## Results and discussion

A quantity that varies as an inverse power of length doesn't follow a straight line in strain. If every length L is multiplied by 1 + s, then 1/Lⁿ changes by −ns + n(n + 1)s²/2 to second order, relative to its starting value. The first term changes sign between compression and stretch, while the second does not. The second is (n + 1)s/2 times the first in size, so an inverse-square law at 4 % strain has a curved part that is 6 % of its linear part. A coefficient taken from small strains keeps only the linear term, and its error then has the same sign on both sides.

For tin dioxide the computed band gap can be held against this argument. All cell lengths are scaled by the same strain, and the band gap change is counted from the unstrained gap of 1.774 eV. The pressure change is the mean of the stresses along the three axes, positive on compression.

Rutile SnO2 (6-atom cell, unstrained a = 4.761, c = 3.200 Å) under equal strain of all cell lengths, computed with Ansatz 0.2.0 (plane-wave PAW, r2SCAN with spin–orbit coupling, 500 eV cutoff, 6×6×8 k mesh). The unstrained cell and the atomic positions at each strain were relaxed with r2SCAN. Changes are relative to the unstrained cell; pressure is positive on compression.

| strain (%) | band gap (eV) | band gap change (eV) | pressure change (GPa) |
| --- | --- | --- | --- |
| -4 | 3.300 | 1.526 | 34.60 |
| -3 | 2.891 | 1.117 | 24.01 |
| -2 | 2.501 | 0.727 | 14.81 |
| -1 | 2.128 | 0.354 | 6.86 |
| 1 | 1.439 | -0.335 | -5.86 |
| 2 | 1.123 | -0.651 | -10.85 |
| 3 | 0.825 | -0.949 | -15.06 |
| 4 | 0.547 | -1.227 | -18.57 |

The gap widens on compression and narrows on stretch, without a kink. The rows at −1 and +1 % give a slope of 0.34 eV per 1 % of strain. Carried out to 4 %, this slope puts the gap about 0.15 eV too low on compression and again about 0.15 eV too low on stretch. A wrong slope would give errors of opposite sign, so what fails is the assumption that the slope is constant.

The size of the missing term can be read from the table by pairing rows of opposite strain. Half the sum of the two gap changes keeps only what is the same on both sides, and half their difference keeps what reverses. At 4 % the first is 11 % of the second. It is also nearly four times as large as at 2 %, as a term in the square of the strain should be. The line thus fails gradually, and at 1 % its error is only about 0.01 eV.

### Why the gap curves

A likely reason lies in how the two edges of the gap are made. In the usual chemical picture of tin dioxide, which the table itself doesn't test, the top of the valence band is mainly oxygen 2p. The bottom of the conduction band is mainly tin 5s, mixed out of phase with oxygen orbitals. Such an antibonding state is pushed up by the coupling between the atoms. Shorter Sn–O bonds strengthen the coupling and widen the gap, and each further step of shortening adds more than the last.

A simple model lets the gap follow the coupling, which in tight-binding theory falls roughly as the inverse square of the bond length. Its single constant is set by the rows at −1 and +1 %, between which the gap changes by 0.689 eV and 1/L² by 0.0400 of its unstrained value. Their quotient is 17.22 eV. Compression by 4 % raises 1/L² by 1/0.96² − 1 = 0.0851, and the model predicts a gap change of 17.22 × 0.0851 ≈ 1.465 eV.

The calculation gives 1.526 eV for that row, which played no part in setting the constant. The model removes a little more than half of the straight line's error at 4 %, so it has the right direction but too little curvature. A steeper law is expected where the coupling is small against the energy separation of the two orbitals that mix. The upward push then goes as the square of the coupling divided by that separation, hence as 1/L⁴ if the separation stays fixed.

By the opening argument, a fourth power gives a curved part of 5 × 4 %/2 = 10 % of the linear part, close to the 11 % found. The size, however, speaks against taking this law literally. The slope near the unstrained cell is 34.45 eV per unit of strain, so a fourth power needs an upward push of 34.45/4 ≈ 8.6 eV. That is hardly the small correction which the formula assumes, and the inverse square would need a push twice as large. An exponent that matches the curvature thus doesn't identify its cause. Stronger coupling is expected to be part of it, but the separation of the levels may also change with volume, and a fitted constant gathers all such effects. Besides, the atoms relax inside the cell, so the bonds need not shorten by exactly the strain of the cell.

### Why pressure makes the straight line worse

The same small-strain rows give a pressure coefficient of 0.054 eV per GPa. For strong compression it fails in the opposite direction: at −4 % it overestimates the widening of the gap by 0.35 eV. On stretch it again puts the gap too high, by 0.22 eV at +4 %. In every row the line in pressure lies above the computed gap and is further from it than the line in strain.

The gap responds to where the atoms are, and pressure is only an indirect measure of that. Near the unstrained cell, 1 % of strain costs 6.36 GPa. At this rate the 34.6 GPa of the most compressed row would mean a strain of 34.6/6.36 = 5.4 %, although the true one is 4 %. The pressure coefficient therefore predicts the gap of a crystal squeezed more than this one is.

On stretch the mistake is reversed. The pressure change of −18.57 GPa would be read as an expansion of only 2.9 %, and too little narrowing is predicted. Both errors arise because the crystal stiffens when compressed and softens when stretched. Closed electron shells pushed into each other repel ever more steeply, so each further GPa buys less strain.

A second-order Birch–Murnaghan equation describes this stiffening with one constant, here set by the same two rows. It predicts 33.1 GPa at −4 %, where a constant stiffness would give 25.4 GPa. Most of the departure from Hooke's law is thus the ordinary behaviour of a solid at finite strain. The printed output after this text compares the gap predictions row by row.

Two curvatures therefore compete when a gap is plotted against pressure. The gap's own curvature in strain bends the plot upwards, and the stiffening of the crystal bends it downwards. At 4 % the curved part is 11 % of the linear part for the gap but 30 % for the pressure, so the stiffening wins. The gain in gap per GPa consequently halves from the most stretched to the most compressed interval. For a similar oxide, comparing these two percentages tells which way the pressure line will err.

The pressure axis has limits of its own. Equal strain along all axes isn't equal stress: at −4 % the stress along c exceeds that along a by 7 GPa. A crystal under true hydrostatic pressure would adjust the ratio of its axes. Real tin dioxide also distorts away from the rutile structure above roughly 12 GPa, whereas the calculation holds the rutile symmetry. All strained rows thus describe a crystal with a fixed ratio of axes, and from −2 % onwards the compressed ones also keep a structure that the real crystal would leave.

### A failure that the smooth trend hides

The curvature could be found inside the table, but the largest error can't. The measured gap of tin dioxide is roughly 3.6 eV, about twice the computed gap of the unstrained cell. Every row can be shifted by the same amount without disturbing the trend, so a smooth curve is no evidence that the gap itself is right. Nor is the 3.300 eV at −4 % a sign of agreement, because it belongs to a strongly compressed crystal.

The cause is well known from theory. A measured gap is the cost of taking an electron out of the crystal and putting one into an empty band. In exact density-functional theory part of this cost is a jump in the potential when the electron number passes that of the filled bands. A semilocal functional such as r2SCAN captures at most part of the jump and so places the empty bands too close to the filled ones. Lattice vibrations are also absent from the calculation, but they usually narrow a gap and would not close the difference.

Gap changes can be more reliable than gaps, because an error shared by all strains drops out. How completely it does so here is not known, since the table holds one functional only. Adding a computed change to a measured gap is therefore a reasonable estimate that assumes a constant error.

For the change itself, two calculations at equal and opposite strain, besides that of the unstrained cell, are enough over this range. The pair at 2 % gives a linear part of 0.689 eV and a curved part of 0.038 eV. Doubling the strain doubles the first and quadruples the second, which predicts −1.378 + 0.152 = −1.226 eV at +4 %, against a computed −1.227 eV. The same rule meets every other row within 0.004 eV. If a pressure is given instead of a strain, it should first be converted to strain with a relation that includes the stiffening.

Numerical output:

```
Gap lost per 1 % of stretch, from the rows at -1 and +1 %, eV: 0.3445
Gap gained per GPa, from the same two rows, eV: 0.05417
Prediction less computed gap change in eV:
  row  line in strain  line in pressure  inverse square of length
   -4          -0.148            0.3482                  -0.06097
   -3         -0.0835            0.1835                  -0.03528
   -2          -0.038           0.07521                  -0.01691
   -1         -0.0095           0.01758                 -0.004333
    1         -0.0095           0.01758                 -0.004333
    2          -0.038           0.06329                  -0.01773
    3         -0.0845            0.1332                  -0.03959
    4          -0.151            0.2211                  -0.07226
Local slopes between each row and the row before it:
  row  gap loss per 1 % (eV)  gap gain per GPa (eV)  pressure loss per 1 % (GPa)
   -3                  0.409                0.03862                        10.59
   -2                   0.39                0.04239                          9.2
   -1                  0.373                0.04692                         7.95
    1                 0.3445                0.05417                         6.36
    2                  0.316                0.06333                         4.99
    3                  0.298                0.07078                         4.21
    4                  0.278                 0.0792                         3.51
Gap gain per GPa, last interval over first interval: 2.051
Even part over odd part of the gap change at 4 %: 0.1086
Even part over odd part of the pressure change at 4 %: 0.3015
Even part of the gap change, 4 % over 2 %: 3.934
Share of the strain line's miss at 4 % removed by the inverse square: 0.5544
Pressure change at 4 % for constant stiffness, either sign, GPa: 25.44
Stiffness constant in the Birch-Murnaghan form, GPa: 211.5
Birch-Murnaghan pressure change at -4 %, GPa: 33.1
Birch-Murnaghan pressure change at +4 %, GPa: -19.67
Stress along c less stress along a at -4 %, GPa: 7.137
Gap of the unstrained cell, eV: 1.774
Shortfall of the unstrained gap against roughly 3.6 eV, eV: 1.826
```
